The Shockley construction and its worst error, on a two-level model of Ge:Ga near 20 K

In an uncompensated p-type semiconductor every hole in the valence band has left one ionised acceptor behind, so the Fermi level EF is fixed by p(EF) = Na⁻(EF). The Shockley construction solves this condition graphically. One plots ln p and ln Na⁻ against EF, replaces the curve ln Na⁻ by its two straight asymptotes, and reads off the crossing. Two energy levels are enough to find exactly how wrong this can be. Answer each question marked Predict before reading on.

1. The model

Energies are electron energies, increasing upward, and k is Boltzmann's constant. Ev is the valence-band edge, EA the acceptor level, and Δ = EA − Ev > 0 the ionisation energy.

Level one is the acceptor site. It is either ionised, A⁻, with one extra electron and a single state, or neutral, A⁰, with one bound hole and g states. A second bound hole is excluded. In contact with an electron reservoir the weights are exp[−(EA − EF)/kT] for A⁻ and g for A⁰, so the ionised fraction is

f = Na⁻/Na = 1/{1 + g exp[(EA − EF)/kT]}.

Level two is the band. For a parabolic band of density-of-states mass m, with spin included, D(ε) = (1/2π²)(2m/ħ²)^(3/2) √ε at depth ε below Ev. With Boltzmann occupation the integral of D(ε) exp[−(EF − Ev + ε)/kT] gives

p = Nv exp[−(EF − Ev)/kT], Nv = 2(2πmkT/h²)^(3/2).

The band therefore acts exactly as one level at Ev with Nv states per unit volume, as long as p ≪ Nv.

Predict: at which EF is half of the acceptors ionised? Is it EA?

It is Ec* = EA + kT ln g, above EA, because the g-fold neutral state is favoured by entropy. Measure the Fermi level from there, x = (EF − Ec*)/kT, and define

p1 = (Nv/g) exp(−Δ/kT), r = p1/Na.

Then f = 1/(1 + e^(−x)) and p = p1 e^(−x). So p1 is the hole density that the band would hold with EF at Ec*, and neutrality reads

ln r − x = −ln(1 + e^(−x)).

Mass, degeneracy, ionisation energy, doping and temperature enter through the single number r.

2. The construction

The left side is a straight line of slope −1 whose height at x = 0 is ln r. The right side is ln f. For x ≪ 0 it tends to x, slope +1 (freeze-out). For x ≫ 0 it tends to 0 (full ionisation). The asymptotes meet in a corner at x = 0, and the broken line is min(x, 0).

Predict: where does the hole line cut the broken line for r > 1, and where for r < 1?

For r ≥ 1 it meets the flat part: ln r − x0 = 0, so x0 = ln r and p0 = p1 e^(−x0) = Na. For r ≤ 1 it meets the rising part: ln r − x0 = x0, so x0 = ½ ln r and p0 = p1/√r = √(p1 Na). Since √(p1 Na) < Na exactly when r < 1,

p0 = min(Na, √(p1 Na)).

Predict: is p0 above or below the true p, and which way is EF displaced?

Because 1 + e^(−x) exceeds both 1 and e^(−x), the curve ln f lies strictly below both asymptotes. At x0 the hole line is thus still above the true curve, and the true crossing lies at larger x, where p is smaller. The construction overestimates p and puts EF too low, too close to the valence band. Define the error

δ = x − x0 = (EF − EF0)/kT = ln(p0/p) > 0.

3. Exact solution

Since e^(−x) = p/p1, neutrality becomes p(1 + p/p1) = Na. With y = p/Na,

y²/r + y = 1, y = 2/[1 + √(1 + 4/r)],

where the positive root is kept. Treat the two branches separately.

For r ≥ 1, p/p0 = y, and δ = ln{[1 + √(1 + 4/r)]/2}. This falls steadily as r grows, with δ ≈ 1/r for large r.

For r ≤ 1, put z = p/p0 = y/√r. The quadratic turns into z² + √r z = 1, or 1/z − z = √r. With z = e^(−δ) the left side is 2 sinh δ, so δ = arsinh(√r/2). This rises steadily with r, with δ ≈ √r/2 for small r.

The error increases up to r = 1 and decreases beyond it, so its maximum is at p1 = Na, where the hole line passes through the corner.

Predict: at the corner f = ½, so the vertical gap between broken line and curve is ln 2 = 0.693. Is the worst δ equal to ln 2, to ½ ln 2 = 0.347, or to something else?

The gap is vertical, while δ is horizontal. Moving right from the corner, the hole line falls with slope −1 and the curve rises to meet it with slope d(ln f)/dx = 1 − f. A flat curve would give δ = ln 2, and a curve of slope +1 would give ½ ln 2. The slope at the corner is ½, and the tangent there gives −δ = −ln 2 + δ/2, or δ = (2/3) ln 2 = 0.462. The curve is concave and lies below its tangent, so the exact value is a little larger. Setting r = 1, x0 = 0 and w = e^δ = 1/y gives

w² = w + 1, w = φ = (1 + √5)/2 = 1.618,

p/p0 = 1/φ = 0.618, δmax = ln φ = arsinh(½) = 0.481.

Both branches give this value. The bound is 0.618 ≤ p/p0 < 1, the upper value being approached only as r → 0 or r → ∞.

Predict: over which range of r does p fall more than 10 % below p0? Is the range symmetric in ln r?

Invert each branch at 0.9. Below the corner √r = 1/0.9 − 0.9, so r = 0.0446. Above it r = y²/(1 − y) = 8.1. The range extends further on the freeze-out side, because there the error decays only as √r.

4. Numbers for gallium in germanium

Typical inputs for the gallium acceptor in unstressed germanium: Δ = 11.3 meV, ground-state degeneracy g = 4, and a combined heavy- and light-hole density-of-states mass m = 0.35 m0. The doping is assumed, Na = 3.0 × 10¹³ cm⁻³, and was chosen so that the corner falls near 20 K. All results below are the model's.

The mass gives Nv = A T^(3/2) with A = 1.000 × 10¹⁵ cm⁻³ K^(−3/2), and θ = Δ/k = 131.1 K. At 20 K, kT = 1.723 meV, Nv = 8.94 × 10¹⁶ cm⁻³, Δ/kT = 6.557 and exp(−Δ/kT) = 1.421 × 10⁻³, so p1 = 3.18 × 10¹³ cm⁻³.

Predict: is the worst temperature T* above or below 20 K?

At 20 K p1 slightly exceeds Na, and p1 grows with T, so T* is just below. The condition p1 = Na reads T^(3/2) exp(−θ/T) = C with C = gNa/A = 0.1200 K^(3/2). Raise it to the power −2/3, multiply by 2θ/3 and set s = 2θ/3T. This gives s e^s = (2θ/3) C^(−2/3), which the Lambert function W solves:

T* = (2θ/3)/W[(2θ/3) C^(−2/3)] = 87.42 K/W(359.3) = 87.42 K/4.402 = 19.86 K.

There kT* = 1.711 meV and Nv = 8.85 × 10¹⁶ cm⁻³. The construction gives p0 = Na and EF0 − Ev = Δ + kT* ln 4 = 13.67 meV. The exact solution gives p = 1.85 × 10¹³ cm⁻³ and EF − Ev = 14.50 meV. The Fermi level is misplaced by kT* ln φ = 0.82 meV.

Densities in the table are in 10¹³ cm⁻³.

T (K) | r | p0 | p | p/p0 | δ | δ·kT (meV)
12 | 0.00622 | 0.237 | 0.227 | 0.961 | 0.039 | 0.04
16 | 0.147 | 1.15 | 0.951 | 0.826 | 0.191 | 0.26
T* | 1.00 | 3.00 | 1.85 | 0.618 | 0.481 | 0.82
20 | 1.06 | 3.00 | 1.88 | 0.628 | 0.466 | 0.80
24 | 4.15 | 3.00 | 2.50 | 0.833 | 0.183 | 0.38
30 | 17.3 | 3.00 | 2.84 | 0.948 | 0.053 | 0.14

The range 0.0446 < r < 8.1 corresponds to 14.2 K < T < 26.5 K.

Predict: δ peaks at T*, but the error in meV carries a rising factor kT. Does its peak move above T*?

Differentiating y²/r + y = 1 and using y²/r = 1 − y gives d ln y/d ln r = (1 − y)/(2 − y), which is 0.276 at the corner. Also d ln r/dT = 3/(2T) + θ/T² = 0.408 K⁻¹ at T*. Just above T*, where δ = −ln y, d(Tδ)/dT = 0.481 − 0.276 × 0.408 × 19.86 = 0.481 − 2.24 < 0. Below T* both T and δ rise. The peak in meV stays at the cusp.

5. Comparison with the general statement

For donors the roles are mirrored: Nd⁺ = Nd/{1 + g exp[(EF − ED)/kT]}, n = Nc exp[−(EC − EF)/kT] with EC the conduction-band edge, and n1 = (Nc/g) exp[−(EC − ED)/kT]. Neutrality is n(1 + n/n1) = Nd, the same quadratic. Hence n0 = min(Nd, √(n1 Nd)), 0.618 ≤ n/n0 < 1, and the worst case is n1 = Nd. Only the sign on the energy axis changes. Too many electrons means that EF is overestimated by kT ln φ = 0.48 kT, while for acceptors it is underestimated by that amount. In both cases the construction errs toward the majority band. The two-level model is not an approximation to this general statement. Any nondegenerate band and any single uncompensated monovalent dopant reduce to it, and the material fixes only the temperature at which r = 1.

6. What the model leaves out

Predict: which of these can break the bound 0.618, and which only move T*: degeneracy, minority carriers, excited acceptor states, screening, residual donors?

Degeneracy. At T*, p/Nv = 2.1 × 10⁻⁴. The leading Fermi-Dirac correction moves EF by kT p/(√8 Nv) = 7.4 × 10⁻⁵ kT, which is negligible.

Minority carriers and the split-off band. The electron density is (NcNv/p) exp(−Eg/kT). The compiled gap of 0.66 eV (300 K; Wing 2021) gives Eg/kT* = 386, and the gap is typically wider in the cold. The compiled spin-orbit splitting of 0.3 eV (Peralta 2006) is 175 kT*. Neither contributes.

Excited acceptor states. They add to the weight of the neutral site, replacing g by g + Σ gj exp(−εj/kT), with εj the excitation energy. The form of f is unchanged, so the bound survives and only p1 is lowered. The lowest excited level lies typically 6.7 meV up and is typically fourfold. It raises g by a fraction exp(−6.7/1.711) = 0.020 and T* by 0.05 K. Higher levels act in the same direction.

Screening. A Coulomb potential screened at length L is raised near its centre by e²/(4πε0εL), which lowers Δ by about that amount. With the compiled ε = 16.2 (300 K; Ioffe Institute) and holes alone screening, L = √(ε0εkT/e²p) = 287 nm at T*, and the lowering is 0.31 meV, or 0.18 kT*. This rough estimate is not small beside 0.48 kT. It raises ln p1 by 0.18, raises ln p at fixed temperature by only 0.276 × 0.18 = 0.05, and lowers T* by about 0.4 K. With the lowered Δ held fixed and used in both the construction and the quadratic, the bound is intact. For a crystal, T* should therefore be read as about 20 K, not to four figures.

Residual donors. These break the bound. With K = Nd/Na and all donors ionised, neutrality is p + Nd = Na/(1 + p/p1), or y² + (K + r)y − r(1 − K) = 0. For an assumed K = 0.01 the ratio p/p0 at T* drops only to 0.611, and at 12 K it drops from 0.961 to 0.90. At r = K², where p0 = Nd, reached at 9.0 K in the model, it is again 0.611. Below that p approaches p1(Na − Nd)/Nd, the ratio p/p0 falls as √r without limit, and the exponent of p changes from −Δ/2kT to −Δ/kT. Real Ge:Ga always holds some donors, so at the cold end the uncompensated model gives too many holes. The remedy is to add the horizontal line ln Nd to the positive-charge side of the construction. Near 20 K, with donors at the one per cent level, the model's worst case stands: 62 % of the holes that the asymptotes promise, and a Fermi level about 0.8 meV higher above the valence band than their crossing.